**Question: which changes bend or tilt a Marcus–Hush–Chidsey Tafel plot of Li$_x$FePO$_4$, and by how much?**

I extract rate constants from potential steps on carbon-coated Li$_x$FePO$_4$ electrodes and plot $\log k$ against overpotential. The plot is curved, and I fit it with Marcus–Hush–Chidsey (MHC) kinetics and $\lambda\approx0.21$ eV. I know the short formula

$$\alpha_c\approx\frac12+\frac{e\eta}{2\lambda}\left(1-\frac{\pi^2kT}{2\lambda}\right).$$

I want to predict what happens if I change one thing at a time: (a) the contact to the carbon, (b) the temperature, 25 °C to 50 °C, (c) $\lambda$, (d) the density of states of the coating, (e) my zero of overpotential. The formula says that a slightly larger $\lambda$ gives *more* curvature, which looks backwards. Can I trust it?

---

**Answer**

The formula is the correct first-order result, but $\lambda\approx8\,kT$ lies outside its range. It gives the right sign for (b) with a much exaggerated size, and the wrong sign for (c). The exact expressions are just as short, so I derive those first.

### Model and conventions

Take $\mathrm{Fe^{3+}}+e^-(\text{carbon})\rightleftharpoons\mathrm{Fe^{2+}}$ as rate limiting, with fast Li$^+$ transfer, which is the reading Bai and Bazant (2014) gave to such plots. The transfer is non-adiabatic, the nuclear modes are classical with equal force constants in both states, $\lambda$ is independent of $T$, and all of $\eta$ drops across the carbon/phosphate contact. $\eta$ is the electrode potential minus the formal potential, so reduction (lithiation) is driven by $\eta<0$. Define $\Lambda=\lambda/kT$, $u=e\eta/kT$, and $x=\varepsilon/kT$ with $\varepsilon$ the electron energy above the Fermi level. An electron taken from level $x$ has reaction free energy $u-x$, so

$$k_{\rm red}=A\int\frac{e^{-(\Lambda+u-x)^2/4\Lambda}}{1+e^{x}}\,dx,\qquad k_{\rm ox}=A\int\frac{e^{-(\Lambda-u+x)^2/4\Lambda}}{1+e^{-x}}\,dx .$$

For energy-independent coupling $V$ and density of states $\rho$, $A=k_\infty/\sqrt{4\pi\Lambda}$, where $k_\infty=(2\pi/\hbar)|V|^2\rho$ is the plateau reached at large $|\eta|$. The transfer coefficients are $\alpha_c=-d\ln k_{\rm red}/du$ and $\alpha_a=d\ln k_{\rm ox}/du$.

### Exact results

Write $1/(1+e^{x})=e^{-x/2}/[2\cosh(x/2)]$ and expand the square as $\Lambda/4+(u-x)/2+(u-x)^2/4\Lambda$. The factors $e^{\pm x/2}$ cancel, and the same happens for oxidation:

$$k_{\rm red}=A\,e^{-\Lambda/4}e^{-u/2}J(u),\quad k_{\rm ox}=A\,e^{-\Lambda/4}e^{+u/2}J(u),\quad J(u)=\int\frac{e^{-(x-u)^2/4\Lambda}}{2\cosh(x/2)}\,dx .$$

1. **Detailed balance.** $k_{\rm red}/k_{\rm ox}=e^{-e\eta/kT}$ and $\alpha_c+\alpha_a=1$ at every $\eta$. This holds level by level, so it survives any factor $|V(x)|^2\rho(x)$ under the integral.
2. **Symmetry.** $x\to-x$ shows that $J$ is even. Hence $\alpha_c(0)=1/2$ and $k_{\rm red}(\eta)=k_{\rm ox}(-\eta)$. This needs $|V|^2\rho$ even about the Fermi level.
3. **Curvature.** With $\langle\cdot\rangle$ the average over the integrand of $J$,

$$\alpha_c=\frac12+\frac{u-\langle x\rangle}{2\Lambda},\qquad \frac{d\alpha_c}{du}=\frac1{2\Lambda}-\frac{{\rm Var}(x)}{4\Lambda^2}.$$

Near equilibrium, then,

$$\alpha_c=\frac12+\frac{e\eta}{2\lambda}\,S(\Lambda),\qquad S=1-\frac{\langle x^2\rangle_{u=0}}{2\Lambda}.$$

$S=1$ is single-level Marcus theory. A metal bends less because the levels that carry the current shift with $\eta$ and absorb the fraction $1-S$ of it.

For large $\Lambda$ expand the Gaussian. The weight $1/\cosh(x/2)$ has moments $\overline{x^2}=\pi^2$ and $\overline{x^4}=5\pi^4$, so $\langle x^2\rangle=\pi^2-(5\pi^4-\pi^4)/4\Lambda+\dots$ and

$$S=1-\frac{\pi^2}{2\Lambda}+\frac{\pi^4}{2\Lambda^2}-\dots$$

The first two terms are your formula. The expansion parameter is $\pi^2/\Lambda$.

A second exact form fixes signs. $J$ is a convolution and the Fourier transform of $1/[2\cosh(x/2)]$ is $\pi/\cosh\pi q$, so

$$J(u)=\sqrt{\pi\Lambda}\int\frac{e^{-\Lambda q^2}\cos(qu)}{\cosh\pi q}\,dq,\qquad \left.\frac{d\alpha_c}{du}\right|_0=\langle q^2\rangle ,$$

averaged over $e^{-\Lambda q^2}/\cosh \pi q$. Substituting $x=2v$ in one form and $\pi q=v$ in the other gives $S(\Lambda)+S(\pi^2/\Lambda)=1$, so $S(\pi)=1/2$ exactly, a handy test for a quadrature routine.

### The reference case

I use $\lambda=0.21$ eV as an approximate input. It is a typical fitted value, chosen because it reproduces the usual bending of these plots, so nothing below is a test against data. At 298.15 K, $kT/e=25.69$ mV and $\Lambda=8.17$. The first-order term of $S$ is $-0.604$ and the second-order term is $+0.729$, larger than the first. The reason is that the Gaussian has rms width $\sqrt{2\Lambda}=4.04$, barely more than the width $\pi$ of the Fermi window it multiplies. Quadrature gives $\langle x^2\rangle=5.10$ in place of $\pi^2=9.87$, and $S=0.688$ in place of $0.396$.

The linear form in $\eta$ is fine once $S$ is exact. At $\eta=-0.10$ V the full integral gives $\alpha_c=0.339$ and the linear form $0.336$, while single-level Marcus theory gives $0.262$ and the first-order formula $0.406$. The local Tafel slope $\ln(10)\,kT/(e\alpha_c)$ of $k_{\rm red}$ has grown from 118 to 175 mV/decade, and the rate is $J(u)/J(0)=0.73$ of the symmetric Butler–Volmer value.

One practical point comes before any change. A step experiment gives a net rate. With equal site factors for both directions it is $k_{\rm red}(1-e^{u})$, whose apparent coefficient for $u<0$ is $\alpha_c+1/(e^{|u|}-1)$. At $-0.05$ V the extra term is $0.17$, twice the MHC drop of $0.082$, and at $-0.10$ V it is still $0.021$. Divide the net rate by $2\sinh(|u|/2)$ first. What remains is proportional to $J(u)$ and contains only the MHC curvature.

Results for a flat density of states, all of them the model's numbers:

| case | $\Lambda$ | $S$, 1st order | $S$, exact | $d\alpha_c/d\eta$, 1st order (V$^{-1}$) | $d\alpha_c/d\eta$, exact (V$^{-1}$) | $k_\infty/k(0)$ |
|---|---|---|---|---|---|---|
| 0.21 eV, 298.15 K | 8.17 | 0.396 | 0.688 | 0.94 | 1.64 | 31 |
| 0.21 eV, 323.15 K | 7.54 | 0.346 | 0.674 | 0.82 | 1.60 | 25 |
| 0.25 eV, 298.15 K | 9.73 | 0.493 | 0.719 | 0.99 | 1.44 | 48 |
| 1.0 eV, 298.15 K | 38.9 | 0.873 | 0.897 | 0.44 | 0.45 | $1.3\times10^5$ |

### (a) Better or worse contact

*Reasoning.* A uniform change of $|V|^2\rho$ multiplies both rates at all $\eta$.

*Size.* Halving $|V|^2$ lowers the plot by $0.30$ decade. $\alpha_c(0)$, the curvature and $k_\infty/k(0)$ change by exactly zero. If the shape does change, something else has moved, for example $\lambda$ through the transfer distance, or a series resistance.

### (b) Heating from 25 °C to 50 °C

*Reasoning.* A wider Fermi window lets the active levels follow $\eta$ more easily, so $S$ should fall. This can be proved. Put $x=\sqrt\Lambda\,y$, so that $1-S=\langle y^2\rangle/2$ with weight $e^{-y^2/4}/\cosh(\sqrt\Lambda\,y/2)$. Raising $\Lambda$ changes the logarithm of the weight at the rate $-(y/4\sqrt\Lambda)\tanh(\sqrt\Lambda\,y/2)$, which decreases with $|y|$, so $\langle y^2\rangle$ shrinks. $S$ therefore increases with $\Lambda$ and decreases with $T$. The Gaussian already clips the window, so the effect should be smaller than the first-order estimate.

*Size.* With $kT/e=27.85$ mV, $d\alpha_c/d\eta$ changes by $-2.1\%$, where the first-order formula predicts $-13\%$. The curvature seen on a plot against volts is

$$-\frac{d^2\log_{10}k_{\rm red}}{d\eta^2}=\frac{e}{kT\ln10}\,\frac{d\alpha_c}{d\eta},$$

and it goes from 27.7 to 25.0 decades/V$^2$, a change of $-9.7\%$. The explicit $1/T$ alone accounts for $-7.7\%$. $\alpha_c(0)$ stays at $1/2$.

Since $k_\infty$ does not depend on $T$ in the model, the last column gives the exchange rate: $k(0)$ rises by a factor $1.20$, an apparent activation energy of 62 meV over this interval. Typical apparent activation energies for charge transfer in LiFePO$_4$ electrodes run from about 0.1 eV to several tenths of an eV, so the model is low by roughly a factor of two or more. An activated step outside the model, such as Li$^+$ transfer, would enter the prefactor. Trust the prediction for the shape more than the one for the height.

### (c) A larger reorganization energy

$\lambda$ rises if the Fe site sits farther from the carbon, which weakens the image stabilization, or if the redox ion distorts its oxygen cage more, as Jahn–Teller Mn$^{3+}$ does in place of Fe$^{3+}$. I take 0.25 eV as an illustrative value.

*Reasoning.* Two effects compete: $1/2\lambda$ falls and $S$ rises. The first-order product $(1/2\lambda)(1-\pi^2kT/2\lambda)$ has a maximum at $\lambda=\pi^2kT=0.254$ eV, which is the behaviour you noticed. The Fourier form decides the matter, because

$$\frac{d\langle q^2\rangle}{d\Lambda}=-{\rm Var}(q^2)<0 .$$

The curvature at equilibrium falls monotonically with $\lambda$ at fixed $T$. Its upper bound is the limit $\Lambda\to0$, where $\langle q^2\rangle=1/4$, or $e/4kT=9.73$ V$^{-1}$. The maximum is an artefact of truncating the series.

*Size.* From 0.21 to 0.25 eV, $1/2\lambda$ goes from 2.38 to 2.00 V$^{-1}$ and $S$ from 0.688 to 0.719. The exact curvature changes by $-12\%$, and the first-order formula predicts $+4.5\%$. At fixed $k_\infty$ the exchange rate is multiplied by $0.64$. One limit applies to the Mn case: a distortion present in one oxidation state only usually means unequal force constants. Detailed balance then survives, but $\alpha_c(0)=1/2$ is no longer guaranteed, and the numbers above cover only the change of $\lambda$.

*Where the short formula works.* Consider Cu$^{2+}+e^-\to$ Cu$^+$, commonly taken as the slow step in copper plating of chip interconnects, with an assumed $\lambda=1.0$ eV. The first-order $S$ is only $2.7\%$ below the exact one, the second-order term being $0.032$. Here $\eta$ counts from the Cu$^{2+}$/Cu$^+$ potential. With approximate standard potentials of 0.16 V for that couple and 0.34 V for Cu$^{2+}$/Cu, a copper electrode at standard equilibrium has $\eta=+0.18$ V for the first step. The model then gives $\alpha_c=0.58$, falling to $0.54$ at 0.10 V of plating overpotential. These are the numbers of an outer-sphere model with an assumed $\lambda$. In baths with chloride and organic additives, adsorbate coverage also changes with potential and shapes the plot.

### (d) A tilted density of states in the coating

Take $|V|^2\rho\propto1+\varepsilon/W=1+gx$ with $g=kT/W$, tied to the Fermi level (no potential drop inside the carbon).

*Reasoning.* The ratio $k_{\rm red}/k_{\rm ox}$ cannot change. Evenness is lost. For $W>0$ more of the current passes through levels above the Fermi level. Reduction from them is more exergonic and has an earlier barrier, so $\alpha_c(0)<1/2$ and $\alpha_a(0)>1/2$ by the same amount.

*Size.* At $u=0$ the odd moments of the flat-band weight vanish, so $\langle x\rangle=g\langle x^2\rangle_{\rm flat}=2\Lambda g(1-S)$ and

$$\alpha_c(0)=\frac12-\frac{kT}{W}\,(1-S).$$

For an illustrative $W=0.5$ eV, $g=0.0514$. The linear form turns negative only below $x=-19.5$, where the weight is negligible. Then $\langle x\rangle=0.26$, and with $1-S=0.312$ the shift is $-0.016$, so $\alpha_c(0)=0.484$. The first-order $S$ would give $-0.031$, about twice too large. The variance drops by $\langle x\rangle^2$, so $S$ rises by $\langle x\rangle^2/2\Lambda=0.004$, which is second order in $g$. The tilt rotates the plot and hardly rebends it.

### (e) A wrong zero of overpotential

A two-phase electrode shows a voltage gap between charge and discharge plateaus, so the reference value is uncertain. Suppose the true formal potential lies $\delta=10$ mV above the assumed one, $\eta=\eta_{\rm app}-\delta$.

*Reasoning.* The plot slides sideways. At $\eta_{\rm app}=0$ the electrode is slightly cathodic, so $\alpha_c$ is below $1/2$, and detailed balance seems violated by a constant factor.

*Size.* $\alpha_c(\eta_{\rm app}=0)=\tfrac12-(1.64\ {\rm V^{-1}})(0.010\ {\rm V})=0.484$, and $k_{\rm red}/k_{\rm ox}=e^{e\delta/kT}=1.48$ there.

Cases (d) and (e) give the same apparent $\alpha_c(0)$, and the exact results separate them. With a tilt the net rate still vanishes at $\eta=0$, but no horizontal shift restores mirror symmetry: well beyond $|u|=\Lambda$ the Gaussian samples levels near $x=\Lambda+u<0$ for reduction and $x=u-\Lambda>0$ for oxidation, so for $W>0$ the cathodic plateau sags and the anodic one climbs. With an offset the net rate vanishes at $\eta_{\rm app}=\delta$, both plateaus stay flat and equal, and a single shift by $\delta$ makes the branches mirror images again. Different populations of active sites on charge and discharge would displace one branch vertically without changing its slopes, so fit separate prefactors before reading an asymmetry as physics.

For your electrode, use $\alpha_c=\tfrac12+S\,e\eta/2\lambda$ with $S$ from quadrature. Keep the $\pi^2$ formula for $\lambda$ several times larger than $\pi^2kT$, where the next term $\pi^4/2\Lambda^2$ is small against the change being predicted.